Five-membered rings that hold one sulfur and one or two nitrogen atoms can place the same atoms in many ways. Here each ring carries one fluorine atom and either a nitrile group, –C≡N, or an ethynyl group, –C≡CH. Every row compares two isomers of the same formula. The energy is that of the second isomer less that of the first, so a negative number means that the second is the more stable one.

Isolated neutral C4HFN2S isomers, all singlets, calculated with Ansatz 0.2.0 (HF/STO-3G and, as the functional level, r2SCAN-D4/def2-SVP) and xtb 6.7.1 (GFN2-xTB). Energies are differences in electronic energy, second isomer less first, without zero-point energy, at geometries relaxed with GFN2-xTB.

```tsv
system	first isomer	second isomer	at hf sto 3g (kcal/mol)	at gfn2 xtb (kcal/mol)	at functional level (kcal/mol)
C4HFN2S #f40	C(1) C(2) CH(3) C(4) F(5) N(6) N(7) S(8); links 1-2, 2-3, 3-4, 4-5, 1-6, 2-7, 4-8, 7-8	C(1) C(2) CH(3) C(4) F(5) N(6) N(7) S(8); links 1-2, 2-4, 4-5, 1-6, 3-7, 4-7, 2-8, 3-8	-8.340	-5.950	-14.490
C4HFN2S #e6d	C(1) C(2) CH(3) C(4) F(5) N(6) N(7) S(8); links 1-2, 2-3, 2-4, 4-5, 1-6, 4-7, 3-8, 7-8	C(1) C(2) CH(3) C(4) F(5) N(6) N(7) S(8); links 1-2, 2-4, 4-5, 1-6, 3-7, 4-7, 2-8, 3-8	-4.440	-0.990	-4.870
C4HFN2S #268	C(1) C(2) CH(3) C(4) F(5) N(6) N(7) S(8); links 1-2, 2-4, 4-5, 1-6, 2-7, 3-7, 3-8, 4-8	C(1) C(2) CH(3) C(4) F(5) N(6) N(7) S(8); links 1-2, 2-3, 2-4, 4-5, 1-6, 4-7, 3-8, 7-8	2.560	-3.600	-4.700
C4HFN2S #8e9	C(1) C(2) CH(3) C(4) F(5) N(6) N(7) S(8); links 1-2, 2-4, 4-5, 1-6, 3-7, 4-7, 2-8, 3-8	C(1) C(2) CH(3) C(4) F(5) N(6) N(7) S(8); links 1-2, 2-3, 4-5, 1-6, 3-7, 4-7, 2-8, 4-8	-1.560	-0.380	1.110
C4HFN2S #454	CH(1) C(2) C(3) C(4) F(5) N(6) N(7) S(8); links 1-2, 2-3, 4-5, 3-6, 3-7, 4-7, 4-8, 6-8	CH(1) C(2) C(3) C(4) F(5) N(6) N(7) S(8); links 1-2, 2-3, 3-4, 4-5, 3-6, 4-7, 6-8, 7-8	6.450	1.280	3.340
C4HFN2S #747	C(1) C(2) CH(3) C(4) F(5) N(6) N(7) S(8); links 1-2, 2-3, 4-5, 1-6, 3-7, 4-7, 2-8, 4-8	C(1) C(2) CH(3) C(4) F(5) N(6) N(7) S(8); links 1-2, 2-3, 2-4, 4-5, 1-6, 4-7, 3-8, 7-8	6.000	1.370	3.760
C4HFN2S #145	C(1) C(2) CH(3) C(4) F(5) N(6) N(7) S(8); links 1-2, 2-4, 4-5, 1-6, 2-7, 3-7, 3-8, 4-8	C(1) C(2) CH(3) C(4) F(5) N(6) N(7) S(8); links 1-2, 2-3, 3-4, 4-5, 1-6, 2-7, 4-8, 7-8	6.450	1.360	4.920
C4HFN2S #b35	CH(1) C(2) C(3) C(4) F(5) N(6) N(7) S(8); links 1-2, 2-3, 4-5, 3-6, 4-6, 4-7, 3-8, 7-8	CH(1) C(2) C(3) C(4) F(5) N(6) N(7) S(8); links 1-2, 2-3, 3-4, 4-5, 3-6, 4-7, 6-8, 7-8	6.260	6.710	9.730
```

The tag after the formula, such as #f40, names the pair. The links tell which numbered atoms are bonded, and from them each ring can be drawn. In thiazole a carbon atom sits between sulfur and nitrogen, while in isothiazole these two are bonded to each other. The two thiadiazole rings have a second nitrogen: the 1,2,4 ring holds one S–N bond and the 1,2,5 ring holds two.

**(a) Take first the limit in which the ring changes but fluorine keeps the same number of ring nitrogen atoms beside its carbon. What does one more S–N bond cost at the density functional level, and why is the difference so small?**

*Solution.* Four rows are of this kind: #e6d (read backwards), #747, #145 and #454. At the density functional level the ring with one more S–N bond is the less stable one in all four, by 3.3 to 4.9 kcal/mol. In the lowest of them, #454, the ring carbon that holds the ethynyl group also loses one of its two nitrogen neighbours, so this row is not a pure change of ring. A chemical bond in such a ring is worth many tens of kcal/mol, so nearly everything must cancel.

The links show what is exchanged. One C–S bond and one C–N bond disappear, and one S–N bond and one C–C bond take their place. Pauling's rule of thumb takes the strength of a bond as the mean of the bonds that each of its atoms forms with its own kind, plus a gain from polarity. Before and after the exchange the same atoms stand at the ends of the two bonds: two carbon, one sulfur and one nitrogen. The means therefore cancel. Carbon and sulfur attract electrons about equally, and nitrogen attracts them more strongly than either. So each side has one polar bond (C–N or S–N) and one nearly unpolar bond (C–S or C–C), and the gains from polarity nearly cancel too. Both rings also keep their aromatic set of six $\pi$ electrons, so no large term is expected to be left over.

The sign of what remains isn't settled. The density functional in its small basis favours the ring with fewer direct contacts between sulfur and nitrogen. MP2, a wave-function method that includes electron correlation, puts the isothiazole lower instead when used with the larger def2-TZVPP basis: #e6d becomes +0.5 kcal/mol and #747 becomes −1.5 kcal/mol. The small basis is a likely cause, since it offers sulfur few functions for describing such bonds, but method and basis change together here. Repulsion between the lone pairs of neighbouring sulfur and nitrogen atoms would be an obvious reason for a cost, but there is no secure cost for it to explain. What holds at both levels is that the difference is small, as the near-cancellation leads one to expect.

**(b) Now take the opposite limit, in which the ring stays and only the substituents move. How much does their placement matter, and does it explain the very large value of #f40, the negative sign of #268 and the large cost in #b35?**

*Solution.* No row with a change of nitrogen neighbours keeps its ring, but two rows that share an isomer can be joined into such a step. Row #268 leads from a thiazole with fluorine beside sulfur to an isothiazole, and #e6d leads from there to a thiazole with fluorine beside nitrogen. Together they let fluorine and nitrile exchange places in one and the same ring:

$$-4.70-4.87=-9.57\ \text{kcal/mol}.$$

At this level placement is thus worth about twice as much as the S–N bond costs. The better arrangement has fluorine on the carbon next to nitrogen and the nitrile away from it.

On the side of fluorine, a likely reason is the nature of its bond. A C–F bond owes much of its strength to charge: fluorine is negative, carbon positive, and the two attract each other. Picture a carbon whose ring neighbours are only carbon and sulfur. They draw little charge from it, and fluorine must make it positive alone. Put a nitrogen beside it, and the carbon is already positive before fluorine arrives, so the attraction is stronger. No atomic charges are given here, so this picture is not tested. Two fluorine atoms on one carbon also strengthen each other's bonds, and this attraction is one of the reasons given for it.

For the nitrile the argument would run the other way. This group itself pulls electrons from the ring, and the carbon atom at its near end is positive. A ring carbon already drained by nitrogen is a poor partner for it. Since fluorine and nitrile exchange places in this step, the calculation gives only the sum of the two effects and not the share of each. Both reasons therefore remain general arguments, not results of the calculation.

The irregular rows now fall into place. Let $a$ be the cost of the additional S–N bond at the density functional level and $b$ the gain when fluorine moves next to nitrogen and the nitrile moves away from it. In #268 the two effects oppose each other: the second isomer pays $a$ and gains $b$, and since $b$ is larger, the energy is negative in spite of the new S–N bond. In #f40 the second isomer both loses the S–N bond and gains the better placement, so the effects add. Should the cost $a$ vanish, as the MP2 values suggest it may, a gain $b$ of this size would still make both rows negative by itself.

This can be turned into an estimate. Row #e6d gives $a=4.87$ kcal/mol, and with it #268 gives $b=9.57$ kcal/mol. If the two effects are independent, #f40 should be

$$-(a+b)=-(4.87+9.57)=-14.44\ \text{kcal/mol}.$$

The table has −14.49 kcal/mol, a value that was not used. The test amounts to asking whether the S–N bond costs the same for both placements, which #145 confirms with 4.92 kcal/mol. The agreement survives when the molecules are relaxed with the density functional: #f40 is then −13.88 kcal/mol, and the estimate still lies within 0.1 kcal/mol of it. This shows that the two effects add in this set of isomers, not that $a$ is the same everywhere, since #747 puts the same cost at only 3.76 kcal/mol. Nor does it test the functional itself.

Row #b35 shows where the simple sum fails. Its second isomer has one more S–N bond, and its fluorine carbon has one nitrogen neighbour instead of two. At the density functional level both changes cost energy, so the sign is right, but $a+b$ would give about 14 kcal/mol where the table has 9.73. One reason lies in the definition of $b$, which includes the move of the nitrile: here the ring carbon that holds the ethynyl group keeps its one nitrogen neighbour, so the full $b$ is not at stake. The placement effect is also smaller in this ring. Joined with #454, the row gives 6.39 kcal/mol for a full exchange of fluorine and ethynyl in the 1,2,4-thiadiazole, against 9.57 kcal/mol for fluorine and nitrile in thiazole. One reason may be saturation, with a second nitrogen adding less charge than the first. Another may be the ethynyl group, which pulls electrons less strongly than the nitrile and should be less disturbed by a positive ring carbon. Ring and group both differ from the thiazole case, so these data can't tell the two reasons apart.

The same row helps with the question of shares. The ring carbon that holds its ethynyl group has one nitrogen neighbour in both isomers, and yet the pair costs about twice as much as the rows of part (a). This suggests that fluorine itself carries a good part of the placement effect.

In #8e9 neither the number of S–N bonds nor that of nitrogen neighbours changes, and only 1.11 kcal/mol is left. All energies were taken at shapes from the tight-binding method GFN2-xTB. Relaxing the molecules with the density functional instead shifts #f40 and #e6d by about half a kcal/mol. A shift of that size would not reverse #8e9 by itself, but the functional and its small basis add errors of their own. The order of these two isomers is therefore not secure, and no cause is sought for it here.

**(c) Hartree–Fock in a minimal basis and GFN2-xTB are cheap. Both differ from the density functional by a little over 3 kcal/mol on average. Are they equally good for sorting isomers?**

*Solution.* They are not, because they depart from the functional in different ways. Hartree–Fock keeps the cost of the S–N bond, and on average even makes it somewhat larger than the functional does. What it loses is the placement effect: the exchange of fluorine and nitrile in thiazole brings only 1.9 kcal/mol instead of 9.6. In #268, where the two effects compete, the wrong one wins, and the sign turns positive.

The nature of the C–F bond offers a likely reason for this failure. A minimal basis has one function of fixed size for each valence orbital. Fluorine that takes up charge should be able to let its electron cloud swell, and here it can't, so a bond that lives on charge transfer profits too little from a better place. The minimal basis also lacks d functions on sulfur, and Hartree–Fock leaves out electron correlation. These data don't separate the faults.

GFN2-xTB shrinks both effects. The S–N bond costs only 1.3 kcal/mol on average instead of 4.2, while the exchange in thiazole keeps about half of its value. Placement therefore still outweighs the bond, and #268 keeps its sign. The price is a compressed scale: apart from #8e9, every energy difference has the functional's sign but is smaller, most visibly in #f40 with −5.95 instead of −14.49 kcal/mol. For the S–N bond the smaller value isn't clearly an error, since MP2 in the larger basis finds no cost at all in #e6d and #747.

For a first sorting this difference in kind matters more than the average error. In these eight pairs, the isomer that the density functional prefers never lies more than 0.4 kcal/mol above its partner with GFN2-xTB. With minimal-basis Hartree–Fock it lies up to 2.6 kcal/mol above, and a narrow energy window would discard it. The size of a gap should be taken from neither.

The density functional is the yardstick here, not a measurement. Its basis is small for comparing S–N with C–S bonds, and the cost found in part (a) doesn't survive the step to MP2/def2-TZVPP: #e6d and #747 each shift by more than 5 kcal/mol and change sign. The placement effect in the nitriles compares molecules with the same ring, so much of such an error should cancel, though this isn't shown here. The density functional energies in the table were also calculated without a search for lower electronic states, so it isn't proven that each run found the lowest one. The printed analysis below lists the neighbour counts of each pair and the joined steps for all three levels.

Printed output of the fit:

```
Counts and misses against the functional in kcal/mol:
           row  S-N bonds gained  N neighbours gained by C-F carbon  functional  HF less functional  GFN2 less functional
  C4HFN2S #f40                -1                                  1      -14.49                6.15                  8.54
  C4HFN2S #e6d                -1                                  0       -4.87                0.43                  3.88
  C4HFN2S #268                 1                                  1        -4.7                7.26                   1.1
  C4HFN2S #8e9                 0                                  0        1.11               -2.67                 -1.49
  C4HFN2S #454                 1                                  0        3.34                3.11                 -2.06
  C4HFN2S #747                 1                                  0        3.76                2.24                 -2.39
  C4HFN2S #145                 1                                  0        4.92                1.53                 -3.56
  C4HFN2S #b35                 1                                 -1        9.73               -3.47                 -3.02
Cost of one S-N bond with C-F carbon unchanged, functional, smallest (kcal/mol): 3.34
Same, functional, largest (kcal/mol): 4.92
Same, GFN2-xTB, smallest (kcal/mol): 0.99
Same, GFN2-xTB, largest (kcal/mol): 1.37
Same, HF/STO-3G, smallest (kcal/mol): 4.44
Same, HF/STO-3G, largest (kcal/mol): 6.45
Fluorine carbon gains a ring N, thiazoles (268 plus e6d), functional (kcal/mol): -9.57
Same, thiazoles, GFN2-xTB (kcal/mol): -4.59
Same, thiazoles, HF/STO-3G (kcal/mol): -1.88
Fluorine carbon gains a ring N, isothiazoles (f40 less e6d), functional (kcal/mol): -9.62
Same, isothiazoles, GFN2-xTB (kcal/mol): -4.96
Same, isothiazoles, HF/STO-3G (kcal/mol): -3.9
Fluorine carbon gains a ring N, thiadiazoles (454 less b35), functional (kcal/mol): -6.39
Same, thiadiazoles, GFN2-xTB (kcal/mol): -5.43
Same, thiadiazoles, HF/STO-3G (kcal/mol): 0.19
Mean absolute miss of GFN2-xTB against the functional (kcal/mol): 3.255
Mean absolute miss of HF/STO-3G against the functional (kcal/mol): 3.357
Rows where GFN2-xTB has the other sign than the functional: 1
Rows where HF/STO-3G has the other sign than the functional: 2
Row f40 with shapes relaxed by the functional (kcal/mol): -13.88
Row e6d with shapes relaxed by the functional (kcal/mol): -4.417
```
